**Q.** I have the energy of the same SnO crystal on five k meshes. Which one stands out, and is the lowest energy the best, as it would be if I were relaxing a structure?

Single-point LDA calculations of SnO (4-atom cell) with Ansatz 0.2.0, using PAW, cutoffs of 420 eV for the wavefunctions and 1680 eV for the density, fixed occupations and no spin polarization. The k meshes are unshifted, energies are relative to the 8x8x6 mesh, and pressure is positive in compression.

| k mesh | energy less reference (meV/atom) | pressure (GPa) |
| --- | --- | --- |
| 2x2x2 | -23.920 | -2.870 |
| 4x4x2 | 3.760 | -2.130 |
| 4x4x4 | 2.350 | -2.190 |
| 6x6x4 | 0.210 | -2.250 |
| 6x6x6 | 0.130 | -2.250 |

**A.** The 2x2x2 mesh stands out. The mesh samples the wave vectors of the electrons, and its three numbers count the divisions in the directions of the two equal edges $a$, which lie in the plane of the SnO layers, and along the edge $c$, which crosses them. The column "energy less reference" is measured from a run on an 8x8x6 mesh, and by that measure 2x2x2 lies 24 meV/atom too low. The other four meshes lie too high, by less than 4 meV/atom.

The low value is not a sign of stability. In a relaxation the atoms move, and a lower energy means a better arrangement. Here the atoms stay where they are, and only the fineness of the sampling changes. An average taken over too few points can miss in either direction, so the best mesh is the one whose result no longer moves when points are added.

**Q.** What does a coarse mesh get wrong, then, and why can the error have either sign?

**A.** In a crystal each electron state carries a wave vector $k$, and the energy per cell contains an average of the filled bands over all $k$. A simpler system shows what happens when a few points replace that average. Take a chain of identical cells of length $a$ with one filled band, separated by a gap from the next:

$$E(k) = E_0 + E_1\cos(ka) + E_2\cos(2ka) + \dots$$

The true average is $E_0$, because every cosine averages to zero. The term $E_1$ comes from coupling between neighbouring cells, and $E_2$ belongs to a distance of two cells.

Now use two points only, $ka = 0$ and $ka = \pi$. The first cosine is $+1$ and then $-1$, so it cancels as it should. The second cosine is $+1$ at both points, so the mesh takes $E_2$ for a part of the average. Four points cure this, and the first term they miscount is $E_4$.

In general, a mesh of $N$ divisions miscounts the terms that belong to distances of $N$ cells, $2N$ cells and so on. If the first of these is negative the energy comes out too low, and if it is positive, too high. The change of sign between 2x2x2 and 4x4x2 is therefore nothing strange, although the chain doesn't tell us which sign SnO should have.

**Q.** How fast should the error die away as I refine the mesh?

**A.** In an insulator the filled bands taken together vary smoothly with $k$, and theory then says that the distant terms fall off roughly exponentially. Each equal increase in the number of divisions should shrink the change in energy by about the same factor. The in-plane divisions let us try this, since they go from 2 to 4 to 6 and, with the reference, to 8.

The first two steps give the factor. From 2x2x2 to 4x4x2 the energy changes by 27.7 meV/atom, and from 4x4x4 to 6x6x4 by 2.14 meV/atom in the opposite direction. In size, the step has shrunk by

$$\frac{27.7}{2.14} \approx 12.9.$$

The next step, from 6 to 8 in-plane divisions, should then be about $2.14/12.9 \approx 0.17$ meV/atom. The calculation gives 0.13 meV/atom between 6x6x6 and the reference, and that step was not used to find the factor. Had the steps followed a power of the number of divisions instead, the same two would have led to 0.48 meV/atom.

This supports the exponential picture without proving it. It is one comparison, the three steps were taken with two, four and six divisions along $c$, and the estimate concerns sizes only. The change of sign also shows that a single clean exponential is too simple for SnO.

**Q.** Should I spend extra points in the plane of the layers or across them?

**A.** In the plane first. Going from two to four divisions along $c$, with 4x4 in the plane, changes the energy by only 1.4 meV/atom. The second in-plane step, at 2.14 meV/atom, was not much larger, but the first was about twenty times as large.

Some of that factor is geometry. What counts is the distance at which miscounting begins, which is the number of divisions times the cell edge. Two divisions reach 7.6 Å in the plane and 9.7 Å along $c$. With the decay found above, the extra 2 Å is worth a factor of about two. An in-plane step also refines two directions at once, which may give roughly another two.

A factor of about five is left over. A possible reason is the layered structure: each tin atom has its four oxygen neighbours, at 2.219 Å, within its own layer, and the coupling between layers should be weaker. Weaker coupling would make the sum of the filled bands vary less with $k$ along $c$, and then few points are enough. This is only an argument from the structure, since that variation was not calculated. Single bands near the gap can still be broad along $c$, because the lone pairs of tin face each other between the layers. The step along $c$ was also not taken with 2x2 in the plane, where it could be larger.

**Q.** The pressure seems to settle as well. Can I use it to judge whether a mesh is good enough to relax the cell?

**A.** Not by itself, because the pressure is the mean of three stresses and can hide what each of them does. The same runs give the stresses separately. On the 2x2x2 mesh the stress along $c$ is wrong by 1.7 GPa relative to the reference, while the stress along $a$ is wrong by only 0.05 GPa. The sign is such that a relaxation started on this mesh would shrink the cell along $c$ too strongly.

It would be natural to blame the two divisions along $c$, but the 4x4x2 mesh has the same two, and its error along $c$ is below 0.1 GPa. The reason lies in what a stress is: the slope of the energy when the cell is stretched in one direction. Its error is therefore the slope of the energy error. Stretching the cell along $c$ moves the layers apart and also makes each layer thicker. If the terms miscounted in the plane change with either, poor in-plane sampling spoils the stress across the layers.

The reverse trap is there too. The stress along $a$ looks nearly right on 2x2x2, yet on the finer 4x4x2 mesh it is off by 0.23 GPa, so the early agreement was an accident. From 4x4x2 to 4x4x4 the stresses along $a$ and $c$ move by $-0.16$ and $+0.13$ GPa, and the pressure, in which they partly cancel, by only $-0.06$ GPa. For a cell relaxation, each stress has to be followed on its own.

**Q.** Does the mesh only add up the bands, or does it change the bands themselves?

**A.** It changes them, and here the comparison with the chain ends, because the chain's band was fixed. The evidence is the gap between the highest filled and the lowest empty state among the sampled points. It is 98 meV on the 2x2x2 mesh and 138 meV on 4x4x2.

All points of the 2x2x2 mesh are also points of the 4x4x2 mesh. If the bands had stayed put, the added points could only have left the gap alone or narrowed it, by finding a higher filled state or a lower empty one. It widened instead, so the bands moved. The mesh sets the electron density, the density sets the potential, and the potential sets the bands.

The chain should still be a fair guide to the energy, for a standard reason. At self-consistency the total energy is stationary, so a small error in the density enters it only in second order. The sum of the filled band energies has no such protection. On the 2x2x2 mesh it lies 0.29 eV per cell above the reference, while the total energy lies below it. The chain therefore stands for the average of the bands in one fixed potential, and that average was not calculated here.

**Q.** What would change if I used a larger cell, or replaced an element so that the gap closed?

**A.** A larger cell needs fewer divisions, because the reach is the number of divisions times the edge. Double all three edges of SnO and you have a supercell of 32 atoms, in which the single point $k = 0$ does exactly the work of the 2x2x2 mesh. The error comes along unchanged: 23.92 meV/atom times 32 atoms is about 0.77 eV for the supercell. Much of it may cancel between two supercells of the same shape and similar bonding, but it should not be expected to cancel between cells of different shapes.

For a similar insulator, the reach is a better starting point than the mesh label. The 6x6x4 mesh reaches 23 Å in the plane and 19 Å along $c$, and there the energy of SnO is within a few tenths of a meV/atom of the reference. A crystal with longer edges gets the same reach from fewer divisions.

Closing the gap would change the rule itself. In a metal a band is filled up to the Fermi level and empty above it, so the quantity being averaged has a sudden edge in $k$. A sudden edge contains long-distance terms that die away slowly, and the rapid exponential gain is lost. Fixed occupations, which suit SnO here, would then be the wrong choice as well.

**Q.** Which digits can I trust in the end?

**A.** For the mesh alone, the energy is good to a few tenths of a meV/atom from 6x6x4 on, and the pressure to about 0.01 GPa. I would not rank 6x6x4 against 6x6x6, which differ by 0.08 meV/atom. The reference also has six divisions along $c$, just like 6x6x6, so comparing those two cannot reveal an error left in that direction. The makers of the data found in tests on other systems that a coarse mesh may cost up to 40 meV/atom. That figure is a general caution and was not measured in these runs, where the changes from 4x4x2 on are far smaller.

The pressure of $-2.25$ GPa is a different matter. It means that this calculation would like to shrink the cell, and the mesh has settled that value. It has not settled whether the value is right for SnO. LDA tends to bind solids too tightly, it was used here with atomic datasets made for another functional, PBE, and the plane-wave cutoff was not varied. The same caution applies to the gap, which LDA usually makes too small. The gap quoted here also comes from the sampled points alone, so if a band edge lies between them, the full gap of this calculation is smaller still. A finer mesh brings you closer to the answer of the chosen method, and no closer to the crystal than that method allows.
